## The Thomas–Reiche–Kuhn sum in four-component response: hydrogen-like ions from H to Bi$^{82+}$

In Schrödinger theory the dipole oscillator strengths of $N$ electrons add up to $N$. In Dirac theory they add up to zero over the whole spectrum, and to slightly less than $N$ over the electronic branch. This section derives both statements and follows the shortfall through the one-electron ions, where it depends on the single parameter $a=Z/c$.

### Conventions and the vanishing total

Atomic units are used, with $c=137.036$ as input. The nucleus is a fixed point charge. The Hamiltonian is $H=c\,\boldsymbol\alpha\cdot\mathbf p+\beta c^2+V$ with a local potential $V(\mathbf r)$. For a bound spinor $|0\rangle$ of energy $E_0$, rest energy included, define

$$\varepsilon_n=E_n-E_0,\qquad f_n=\tfrac23\,\varepsilon_n\sum_{k=x,y,z}|\langle n|r_k|0\rangle|^2,\qquad S(m)=\sum_n f_n\varepsilon_n^{\,m}.$$

Closure over all eigenstates gives $S(0)=\tfrac13\sum_k\langle[r_k,[H,r_k]]\rangle$. For the Dirac operator $[H,r_k]=-ic\alpha_k$, a constant matrix that commutes with $r_k$, so

$$S(0)=S_++S_-=0 ,$$

where $S_\pm$ are the sums over positive- and negative-energy states. Negative-energy states count as empty, as in four-component response codes that keep orbital rotations into them. They have $\varepsilon_n\approx-2c^2$, about $-1.02$ MeV, and $f_n<0$. With a filled Dirac sea the same terms arise as pair-creation strength that the bound electron blocks, counted relative to the vacuum.

The result carries over to time-dependent density functional theory. By Thouless' theorem the energy-weighted sum over all response roots of positive norm is the second derivative of the energy under the rotation $e^{i\lambda r_k}$ of the occupied spinors. This phase leaves the density, the magnetisation and the Dirac current unchanged, so a kernel built on them drops out. The kinetic term $c\boldsymbol\alpha\cdot\mathbf p$ changes only linearly in $\lambda$, and the second derivative vanishes. The same rotation acting on $p^2/2$ gives $N$.

### The electronic branch to order $1/c^2$

The Foldy–Wouthuysen transformation $U=\exp(\beta\boldsymbol\alpha\cdot\mathbf p/2c)$ separates the branches to the order needed. The positive-energy blocks of $UHU^\dagger$ and $U\mathbf rU^\dagger$ are

$$H_+=c^2+\frac{p^2}{2}+V-\frac{p^4}{8c^2}+\frac{\nabla^2V}{8c^2}+\frac{\boldsymbol\sigma\cdot(\nabla V\times\mathbf p)}{4c^2},\qquad \mathbf r_+=\mathbf r+\frac{\mathbf p\times\boldsymbol\sigma}{4c^2},$$

and $S_+$ is the direction average of $\langle[x_+,[H_+,x_+]]\rangle$. For an operator $O$ polynomial in $\mathbf p$, $[x,[O,x]]=\partial^2O/\partial p_x^2$. The kinetic term gives 1 and the mass-velocity term $-(p^2/2+p_x^2)/c^2$. The Darwin term is local and the spin-orbit term is linear in $\mathbf p$, so both give zero. The shift $\delta x=(\mathbf p\times\boldsymbol\sigma)_x/4c^2$ enters as $[\delta x,[H_0,x]]+[x,[H_0,\delta x]]$ with $H_0=p^2/2+V$. The first piece vanishes because $[H_0,x]=-ip_x$, the second because $[V,\delta x]$ is a function of $\mathbf r$. Averaging over the three directions replaces $p_x^2$ by $p^2/3$ for any state, spherical or not. For $N$ electrons in a common local scalar potential the transitions between occupied spinors cancel in pairs, and

$$S_+=N-\frac53\,\frac{T}{c^2}+O(c^{-4}),$$

with $T$ the non-relativistic kinetic energy, the Kohn–Sham $T_s$ in density functional theory. The correction goes back to Levinger, Rustgi and Okamoto (1957). For a hydrogen-like 1s state $T=Z^2/2$ and $S_+=1-\tfrac56a^2$.

The negative branch shows what the coefficient is made of. Since $\langle n|c\alpha_k|0\rangle=i\varepsilon_n\langle n|r_k|0\rangle$ and $\alpha_k^2=1$, one electron has $S(1)=2c^2$ exactly. The positive branch takes $\tfrac23\langle p^2\rangle=\tfrac43T$ of this. The rest belongs to states governed by $-c^2-p^2/2+V$ and reached with the spatial form of $|0\rangle$. Their mean $\varepsilon$ is $(-c^2-T+\langle V\rangle)-(c^2+T+\langle V\rangle)=-(2c^2+2T)$. Hence

$$S_+=|S_-|\approx\frac{2c^2-\tfrac43T}{2c^2+2T}=1-\left(\tfrac23+1\right)\frac{T}{c^2}+\dots$$

The potential cancels between the two energies, which is why only $T$ survives.

### Higher orders for the 1s state

A comparison across $Z$ needs the neglected terms. From here on energies are in units of $c^2$ and lengths in units of $1/c$, so $H=\boldsymbol\alpha\cdot\mathbf p+\beta-a/r$. The 1s level has $E_0=\langle\beta\rangle=\gamma=\sqrt{1-a^2}$. Its radial density is proportional to $r^{2\gamma}e^{-2ar}$, with weights $(1\pm\gamma)/2$ in the large and small components. It gives $\langle V\rangle=-a^2/\gamma=-\langle\boldsymbol\alpha\cdot\mathbf p\rangle$ and $\langle V^2\rangle=2a^4/[\gamma(2\gamma-1)]$.

Two further moments over the full spectrum follow from $S(m+1)=\tfrac23\sum_k\langle\alpha_k(H-E_0)^m\alpha_k\rangle$. The identity $\sum_k\alpha_kH\alpha_k=-\boldsymbol\alpha\cdot\mathbf p-3\beta+3V$ gives

$$M_2\equiv-S(2)=4\gamma+\frac{8a^2}{3\gamma}.$$

The relation $(H-E_0)\alpha_k\psi=2\alpha_k(V-E_0)\psi+2p_k\psi$, squared and summed with $\boldsymbol\alpha\cdot\mathbf p\,\psi=(E_0-V-\beta)\psi$, gives

$$M_3\equiv S(3)=\tfrac83\left[1+2\langle(E_0-V)^2\rangle\right]=8+\frac{16a^2}{3}+\frac{32a^4}{3\gamma(2\gamma-1)} .$$

The weight $(1+\varepsilon/2)^3$ has a triple zero at $\varepsilon=-2$, where the negative branch is concentrated. Summing $f_n$ with this weight over all states and using $S(0)=0$, $S(1)=2$ yields the exact identity

$$S_+=3-\tfrac34M_2+\tfrac18M_3-\sum_+f_n\left(\tfrac32\varepsilon_n+\tfrac34\varepsilon_n^2+\tfrac18\varepsilon_n^3\right)-\sum_-f_n\left(1+\tfrac12\varepsilon_n\right)^3 .$$

The cubic terms begin at order $a^5$. The closed part expands as $1+\tfrac16a^2+\tfrac{17}{24}a^4$. The moment $\sum_+f\varepsilon^2$ is needed only at its non-relativistic value $\tfrac13\langle\nabla^2V\rangle=\tfrac43a^4$. The moment $\sum_+f\varepsilon=\tfrac23\langle v^2\rangle$ uses the velocity $\mathbf v=i[H_+,\mathbf r_+]=\mathbf p(1-p^2/2)+\tfrac12\boldsymbol\sigma\times\nabla V$. Its cross term with the spin part is proportional to $\boldsymbol\sigma\cdot\mathbf L$ and vanishes for an s state, so $\langle v^2\rangle=\langle p^2\rangle-\langle p^4\rangle$ with $\langle p^4\rangle=5a^4$. To get $\langle p^2\rangle$ at order $a^4$, multiply the term $p^2/2$ of $H_+$ by $\lambda$. The inverse radius becomes $a/\lambda$, the energy less the rest energy is $-a^2/2\lambda-5a^4/8\lambda^4+a^4/2\lambda^3$, and the Hellmann–Feynman theorem gives $\langle p^2\rangle=a^2+2a^4$. Thus $\langle v^2\rangle=a^2-3a^4$, the $a^2$ coefficient of $S_+$ is $\tfrac16-1=-\tfrac56$, and the $a^4$ coefficient is $\tfrac{17}{24}+3-1=\tfrac{65}{24}$.

The next term is odd in $a$ and comes from final states with $p\sim1$. There first order in $V(p)=-4\pi a/p^2$ suffices for both states. With the rest spinor $u_0$, the free Hamiltonian $H_p=\boldsymbol\alpha\cdot\mathbf p+\beta$ and a free final spinor $u$ of energy $E=\sqrt{1+p^2}$,

$$\langle n|\alpha_k|0\rangle=\psi(0)V(p)\,u^\dagger\alpha_k\left[(1-H_p)^{-1}+(E+1)^{-1}\right]u_0 .$$

The first term is the tail of the bound state, the second the scattering of the final state. The squared spinor factor summed over $k$ and final spin is $4(E-1)(E^2-2E+3)/(Ep^4)$. With $|\psi(0)|^2=a^3/\pi$ and $f=\tfrac23|\langle\alpha\rangle|^2/(E-1)$,

$$\frac{df}{dp}=\frac{64a^5}{3\pi}\,\frac{E-2+3/E}{p^6}.$$

The numerator expands as $2-p^2+p^4-\dots$ These three powers give integrals dominated by $p\sim a$; they are the tails of the terms $a^0$, $a^2$, $a^4$ already counted. What remains is $-\int_0^\infty(E^2+3E+3)/[E(E+1)^3]\,dp=-22/15$. Altogether

$$S_+=1-\frac56a^2+\frac{65}{24}a^4-\frac{1408}{45\pi}a^5+\dots,\qquad\frac{65}{24}=2.71,\quad\frac{1408}{45\pi}=9.96 .$$

The omitted terms start at $a^6$, possibly with a logarithm of $a$.

### A resummed model

Coefficients that grow this fast call for a form that stays bounded. For a free electron of momentum $p$ the sum is elementary,

$$G(p)=\tfrac13\nabla_p^2E=\frac{2}{3E}+\frac1{3E^3}=1-\tfrac56p^2+\tfrac78p^4-\dots,$$

the mean of two transverse inverse masses $1/E$ and one longitudinal $1/E^3$. The model $S_G=\langle G(p)\rangle$ averages this over the momentum density of the Dirac 1s spinor. Fourier–Bessel transformation of the two components, with $p=a\tan\theta$ and $0\le\theta\le\pi/2$, gives

$$\rho(\theta)=\frac{2^{2\gamma+2}\,\Gamma(\gamma+1)^2}{\pi\,\Gamma(2\gamma+1)}\cos^{2\gamma}\!\theta\left\{\frac{1+\gamma}2\sin^2[(\gamma+1)\theta]+\frac{1-\gamma}2\left[\frac{\sin\gamma\theta}{\gamma\sin\theta}-\cos[(\gamma+1)\theta]\right]^2\right\}.$$

In this density $\langle p^2\rangle=a^2+2a^4/[\gamma(2\gamma-1)]$, so the $a^4$ coefficient of $S_G$ is $-\tfrac53+\tfrac{35}8=\tfrac{65}{24}$, the exact one. The tail of the density, $(32a^5/\pi)\,p^{-6}(1+p^2/4)$, treated by the same subtraction, gives the $a^5$ coefficient $-1568/45\pi=-11.09$. The model therefore first departs from the exact sum by $-(32/9\pi)\,a^5=-1.13\,a^5$. It is an interpolation with known low orders and no variational property.

### Seven ions

The inputs are $Z$ and $c=137.036$. Columns four to six are the magnitudes of the series terms, whose signs are $-,+,-$.

| Ion | $Z$ | $a$ | $\tfrac56a^2$ | $\tfrac{65}{24}a^4$ | $\tfrac{1408}{45\pi}a^5$ | $1-\tfrac56a^2$ | model $S_G$ |
|---|---|---|---|---|---|---|---|
| H | 1 | 0.00730 | $4.44\times10^{-5}$ | $7.68\times10^{-9}$ | $2.06\times10^{-10}$ | 0.999956 | 0.999956 |
| C$^{5+}$ | 6 | 0.0438 | $1.60\times10^{-3}$ | $9.95\times10^{-6}$ | $1.60\times10^{-6}$ | 0.99840 | 0.99841 |
| Si$^{13+}$ | 14 | 0.1022 | $8.70\times10^{-3}$ | $2.95\times10^{-4}$ | $1.11\times10^{-4}$ | 0.9913 | 0.9915 |
| Cu$^{28+}$ | 29 | 0.2116 | 0.0373 | 0.00543 | 0.00423 | 0.963 | 0.965 |
| Sn$^{49+}$ | 50 | 0.3649 | 0.111 | 0.0480 | 0.0644 | 0.89 | 0.91 |
| W$^{73+}$ | 74 | 0.5400 | 0.243 | 0.230 | 0.457 | 0.76 | 0.81 |
| Bi$^{82+}$ | 83 | 0.6057 | 0.306 | 0.364 | 0.812 | 0.69 | 0.77 |

In every row the negative-energy branch carries $-S_+$.

### The trend

Three regimes appear.

For H, C$^{5+}$ and Si$^{13+}$ the shortfall is the quadratic term. It grows as $Z^2$ because $T$ does: the momentum scale of the orbital is $Z$ and the only scale it is compared with is $c$. The ratio of the quartic to the quadratic term is $\tfrac{13}4a^2$, which reaches one tenth at $Z\approx24$. For Si$^{13+}$ the series through $a^5$ gives 0.9915, as does the model.

Around Cu$^{28+}$ the quartic and quintic terms are of like size and largely cancel. The series through $a^5$ gives 0.964 and the model 0.965, and the model's known $a^5$ departure is 0.0005. The leading formula is good to a few thousandths here, better than the quartic term alone suggests. Adding only the $a^4$ term gives 0.968, as far above the model as the leading value lies below it.

For Sn$^{49+}$, W$^{73+}$ and Bi$^{82+}$ the series is useless beyond its first term. The quintic term exceeds the quartic above $Z\approx37$, and the quartic exceeds the quadratic above $Z\approx76$. The origin is the Coulomb cusp. The non-relativistic momentum density falls only as $p^{-6}$, so $\langle p^4\rangle$ is five times $\langle p^2\rangle^2$, and $\langle p^6\rangle$ diverges. The expansion of $G$ converges only for $p<1$, and the tail always reaches beyond that. The divergence of the formal $a^6$ term is what produces the odd power $a^5$. The function $1-G$ rises as $\tfrac56p^2$ and saturates at 1, so the parabola overweights fast electrons. The model's shortfall is accordingly 0.93, 0.85, 0.78 and 0.76 of the quadratic term for Cu, Sn, W and Bi.

The last three entries of the final column are the model's values. The term $1.13\,a^5$ is 0.007, 0.05 and 0.09 for Sn, W and Bi. For W and Bi it equals or exceeds the step from the leading formula to the model. Its sign suggests that the exact sum lies above $S_G$, but a single term of a series that alternates so strongly does not fix the size. The second decimal is uncertain for W and Bi.

An exact ceiling follows from the moments. On the negative branch write $y=-\varepsilon\ge\Delta=1+\gamma$, $w=-f>0$ and $W_m=\sum wy^m$, so that $W_0=S_+$. For any $t>0$, $(y-\Delta)(y-t)^2\ge0$ implies

$$\Delta t^2\,S_+\le W_3-(2t+\Delta)W_2+(t^2+2t\Delta)W_1 .$$

On the positive branch of a ground state $f$ and $\varepsilon$ are positive, so $W_3\le M_3$ and $W_2\ge M_2$. The Cauchy–Schwarz inequality gives $\sum_+f\varepsilon\ge S_+^2/\Lambda$ with $\Lambda=S(-1)=\tfrac23\langle r^2\rangle=(2\gamma+1)(\gamma+1)/3a^2$, hence $W_1\le2-S_+^2/\Lambda$. For Bi$^{82+}$, $\gamma=0.7957$, $M_2=4.412$, $M_3=13.007$ and $\Lambda=4.228$. The choice $t=4$ yields a quadratic inequality with the solution $S_+\le0.8721$. More than one eighth of the non-relativistic sum is missing from the electronic branch, whatever the accuracy of the model.

### Reading the sum in a response calculation

For one electron a functional free of self-interaction has Hartree and exchange kernels that cancel, and the response roots are the Dirac differences $\varepsilon_n$. The table then gives the targets for a basis-set test. The sum over all roots should approach zero. The sum over electronic roots should approach $S_+$, and for a heavy ion a value near 1 signals a fault.

The polarisability at imaginary frequency $i\xi$ shows both limits. In atomic units $\xi^2\alpha(i\xi)=\sum_nf_n\xi^2/(\varepsilon_n^2+\xi^2)$. For $\xi$ well above the binding energy, with the negative branch lumped at $-2c^2$, this is $S_+\,[1-\xi^2/(4c^4+\xi^2)]$: a plateau at $S_+$ followed by a fall to zero. The ratio of the two energy scales is $2c^2/(Z^2/2)=4/a^2$, which is $7.5\times10^4$ for H and 11 for Bi$^{82+}$. The plateau is broad in the light ions and has nearly closed in the heavy ones, where $S_+$ can only be obtained by sorting roots by branch.

With several electrons, Coulomb interaction and a functional of the density and the magnetisation $\mathbf m=\sum\psi^\dagger\beta\boldsymbol\Sigma\psi$, the form $N-\tfrac53T_s/c^2$ holds when the ground-state magnetisation vanishes, as in closed shells. The rotation restricted to positive-energy spinors changes these densities at order $c^{-2}$, and the kernel term, being quadratic in that change, is of order $c^{-4}$. In a spin-polarised system the Kohn–Sham operator also contains $\beta\boldsymbol\Sigma\cdot\mathbf B_{xc}$ with $\mathbf B_{xc}=\delta E_{xc}/\delta\mathbf m$. Its positive-energy block is $\boldsymbol\sigma\cdot\mathbf B_{xc}-\{p^2,\boldsymbol\sigma\cdot\mathbf B_{xc}\}/8c^2-(\boldsymbol\sigma\cdot\mathbf p)(\boldsymbol\sigma\cdot\mathbf B_{xc})(\boldsymbol\sigma\cdot\mathbf p)/4c^2$. This is quadratic in $\mathbf p$, and with $\sum_k\sigma_k\boldsymbol\sigma\sigma_k=-\boldsymbol\sigma$ its direction-averaged double commutator is $(-\tfrac12+\tfrac16)\,\boldsymbol\sigma\cdot\mathbf B_{xc}/c^2$. The shift $\delta x$ adds nothing, since its commutator with $\boldsymbol\sigma\cdot\mathbf B_{xc}$ contains no $p_x$. Hence

$$S_+=N-\frac53\,\frac{T_s}{c^2}-\frac1{3c^2}\int\mathbf m\cdot\mathbf B_{xc}\,d^3r+O(c^{-4}).$$

The negative branch gives the same term. There $\beta=-1$ and the spin state is $\sigma_k|0\rangle$, so the mean $\varepsilon$ becomes $-(2c^2+2T+\tfrac23\langle\boldsymbol\sigma\cdot\mathbf B_{xc}\rangle)$. The Breit interaction is different. Its orbit-orbit part, $-(2c^2r_{12})^{-1}[\mathbf p_1\cdot\mathbf p_2+(\hat{\mathbf r}_{12}\cdot\mathbf p_1)(\hat{\mathbf r}_{12}\cdot\mathbf p_2)]$ up to operator ordering, is bilinear in the momenta and adds $-\tfrac43\langle V_{ee}\rangle/c^2$. For a two-electron ion of large $Z$, with $\langle V_{ee}\rangle=5Z/8$ and $T=Z^2$, this is the fraction $1/2Z$ of the kinetic term.

Finally, $S_+$ refers to the operator $\mathbf r$ and is not the integrated photoabsorption. Retardation enters at the same order. For light polarised along $x$ and travelling along $z$, the non-relativistic strength is $(2/\varepsilon_n)|\langle n|p_xe^{ikz}|0\rangle|^2$ with $k=\varepsilon_n/c$. For a state of definite parity the term linear in $k$ vanishes, and the $k^2$ terms sum to

$$c^{-2}\left\langle[zp_x,[H_0,zp_x]]-[p_x,[H_0,z^2p_x]]\right\rangle=c^{-2}\left\langle(p_x^2+z^2\partial_x^2V)-z^2\partial_x^2V\right\rangle .$$

The direction average is $+\tfrac23T/c^2$, and the spin current adds nothing at this order once the spin is averaged. Retardation cancels two fifths of the dipole correction and leaves $1-T/c^2=1-a^2/2$ for a 1s electron. For Cu$^{28+}$ it restores 0.0149 of the 0.0373, so the sum over all multipoles is 0.978 at order $a^2$, against 0.963 for the dipole operator.